**Question: Stress zz of PtS₂ is almost zero in HSE06 and PBE0. Do these hybrids get the spacing between the sheets right?**

I compared five hybrid functionals on the same PtS₂ cell. Its edges and atoms come from a relaxation with r2SCAN-rVV10, a functional that includes dispersion, and I relaxed nothing afterwards.

Bulk PtS₂ (P-3m1, 3 atoms) at the fixed r2SCAN-rVV10 geometry, computed with Ansatz 0.2.0 using hybrid density functionals, plane waves and PAW, without spin polarisation or spin–orbit coupling. The k mesh is 6×6×4, occupations are fixed, and the self-consistency and exchange thresholds are loose for stresses. Pressure and stress are positive in compression.

| functional | wave cutoff | pressure (GPa) | stress xx (GPa) | stress zz (GPa) |
| --- | --- | --- | --- | --- |
| DDH-PBE0 | 420 eV | 2.500 | 2.800 | 2.000 |
| HSE06 | 420 eV | -1.000 | -1.400 | -0.100 |
| LC-wPBE | 420 eV | -6.000 | -7.500 | -3.100 |
| PBE0 | 420 eV | -1.000 | -1.500 | -0.100 |
| r2SCANh | 500 eV | -0.100 | -0.500 | 0.500 |

Stress xx acts within the sheets and stress zz across them; a positive value means that the cell pushes outwards and would like to expand. HSE06 and PBE0 both give −0.1 GPa for zz, so I would conclude that they hold the sheets at the right distance. LC-wPBE gives −3.1 GPa, as if its sheets attracted each other strongly. Yet none of these functionals contains long-range dispersion, which is supposed to hold such crystals together. What am I misreading?

**Answer**

You are reading stress zz as a force between sheets, but it also contains the stress inside each sheet. A PtS₂ sheet is a sandwich, with a plane of Pt between two planes of S. When the crystal is stretched along c, the gap between the sandwiches opens and the sandwiches themselves become thicker. Stress zz measures the response of both, and in HSE06 and PBE0 the two responses oppose each other.

The forces on the S atoms let you separate them. In HSE06 each S atom still feels 0.38 eV/Å along c, so the sheet doesn't have the thickness that this functional prefers. Let $F$ be the pull on each S towards the Pt plane, $h$ its height above or below that plane, and $V$ the cell volume. A small stretch $\varepsilon$ along c changes the energy by $-\sigma_{zz}V\varepsilon$ and moves each S outwards by $h\varepsilon$. Now push both S atoms back, so that the sheet regains its thickness and only the gap has opened. This step releases $2Fh\varepsilon$, and the stress between rigid sheets is therefore

$$\sigma_{\text{sheets}}=\sigma_{zz}+\frac{2Fh}{V}.$$

For HSE06 the height follows from the Pt–S contact and the cell edge: $h=\sqrt{2.389^2-3.5526^2/3}=1.225$ Å. The cell volume is $3\times18.66=55.98$ ų. The second term is then $2\times0.378\times1.225/55.98=0.0165$ eV/ų, or about 2.65 GPa. Adding the −0.1 GPa of the table leaves roughly +2.6 GPa between the sheets. They repel each other, and the near-zero stress zz is a cancellation between sheets that want to move apart and sandwiches that want to become thinner.

The same correction removes the puzzle of LC-wPBE. Its S atoms feel the largest force of the series, 0.86 eV/Å, and this inward force contributes about −6.0 GPa to stress zz. What remains between the sheets is a repulsion of about 2.9 GPa. What looked like a strong attraction is the tendency of each sheet to become thinner, while on balance the sheets repel each other.

This result depends on the direction of the force, which is the same in all five runs and which I inferred from the pattern of the rows. With S pulled towards Pt, the stress between sheets lies between 1.9 and 2.9 GPa throughout, a modest spread for functionals that share the same defect. With S pushed away from Pt, LC-wPBE would need an attraction of about 9 GPa between sheets, for which it has no mechanism. Stress xx points the same way: it falls steadily, from +2.8 to −7.5 GPa, as the force grows, as it should if a larger force means that the whole sheet wants shorter bonds.

A straight line through stress zz against force, fitted to all five rows with a free slope and constant, gives 0.86 of the slope that the geometry alone predicts. The two would agree exactly if every functional had the same repulsion between sheets. They differ because that repulsion rises with the force among the four rows at 420 eV, from 2.3 GPa in DDH-PBE0 to 2.9 GPa in LC-wPBE, and is lowest in r2SCANh. The output below gives the split row by row.

The repulsion itself is what theory leads you to expect. When the filled S orbitals of neighbouring sheets overlap, the Pauli principle drives them apart. In the real crystal, and in the functional that supplied your geometry, dispersion balances this push. It comes from the correlated motion of electrons in different sheets, and changing the share of exact exchange doesn't supply it. Your five functionals therefore keep the push and lose most of the pull.

The same push also presses each S towards its own Pt plane, so it makes up part of the force $F$. Its size is the stress between sheets times the area of the cell, 10.93 Å², which gives about 0.17 eV/Å in HSE06, nearly half of $F$. The rest is the sheet's own preference, and DDH-PBE0 and PBE0 show best how it depends on the functional. In DDH-PBE0 the push, about 0.16 eV/Å, exceeds the whole force on S, so the sheet on its own would become thicker, in line with its positive stress xx. In PBE0 it would become thinner. The two functionals differ only in their fraction of exact exchange, which must be lower in DDH-PBE0, judging by its smaller band gap. Going from DDH-PBE0 to PBE0 turns stress xx from +2.8 to −1.5 GPa. A likely reason is that semilocal exchange lets electrons spread too far, because each electron partly repels itself. Exact exchange removes part of this error, the orbitals draw in, and the preferred Pt–S bond becomes shorter.

The long-range tail of PBE0's exact exchange adds little to this. HSE06 starts from the same fraction as PBE0 at short range and fades it out gradually over several ångström. That changes the band gap by 0.62 eV but the stresses by only about 0.1 GPa, too little to be read in these loosely converged values. A large change in the gap can thus leave the stresses almost untouched.

The cancellation has an awkward consequence. Suppose you add a dispersion term to HSE06 that balances the repulsion exactly at this spacing. The inward force on S would shrink, because part of it is the push of the neighbouring sheet, but it wouldn't vanish. Stress zz would then turn clearly negative, near −1.4 GPa by this estimate, and the improved method would look worse in your table. The error between the sheets would be gone, and the sheet's own preference for being thinner would stand exposed.

The pressure can mislead in the same way, since it is the average over three directions. r2SCANh looks nearly perfect at −0.1 GPa, but it has −0.5 GPa within the sheets and +0.5 GPa across them. It also starts with an advantage, because the geometry comes from a functional of its own family. Its plane-wave cutoff is higher than in the other rows too, so small differences from them shouldn't be read. Neither cutoff was tested here. An incomplete plane-wave basis is expected to shift all stresses towards negative values, which would lower the repulsion found between the sheets and can't have created it.

For a layered crystal, then, look at the forces before you trust a small stress. If they aren't close to zero, relax the atoms with the cell held fixed and read stress zz again. With no force left on S, the second term of the formula vanishes, and stress zz is the stress between the sheets alone, at the slightly wider gap that the thinner sheets leave.

Printed output of the fit:

```
height of S above the Pt plane (A): 1.225
zz stress per unit force on S from geometry (GPa per eV/A): -7.011
Stress across the sheets split in two (GPa):
       row  force on S in eV/A    zz  share of sheet  between rigid sheets  between sheets if force is outward
  DDH-PBE0             0.04624     2         -0.3242                 2.324                               1.676
     HSE06              0.3784  -0.1          -2.653                 2.553                              -2.753
   LC-wPBE              0.8626  -3.1          -6.048                 2.948                              -9.148
      PBE0              0.3834  -0.1          -2.688                 2.588                              -2.788
   r2SCANh              0.2035   0.5          -1.427                 1.927                             -0.9265
lowest stress between rigid sheets (GPa): 1.927
highest stress between rigid sheets (GPa): 2.948
range of zz over the rows (GPa): 5.1
range of stress between rigid sheets (GPa): 1.022
range of the same if force is outward (GPa): 10.82
fit of stress_zz on 5 rows: constant 2.093 +/- 0.19, coefficient of force -6.011 +/- 0.41; rms 0.195, worst r2SCANh 0.37, leave-one-out rms 0.292
fitted slope over geometric slope: 0.8573
rank correlation of xx with force on S: -1
xx of PBE0 less xx of DDH-PBE0 (GPa): -4.3
gap of PBE0 less gap of DDH-PBE0 (eV): 0.9289
gap of PBE0 less gap of HSE06 (eV): 0.6239
pressure of PBE0 less pressure of HSE06 (GPa): 0
xx of LC-wPBE less xx of PBE0 (GPa): -6
```
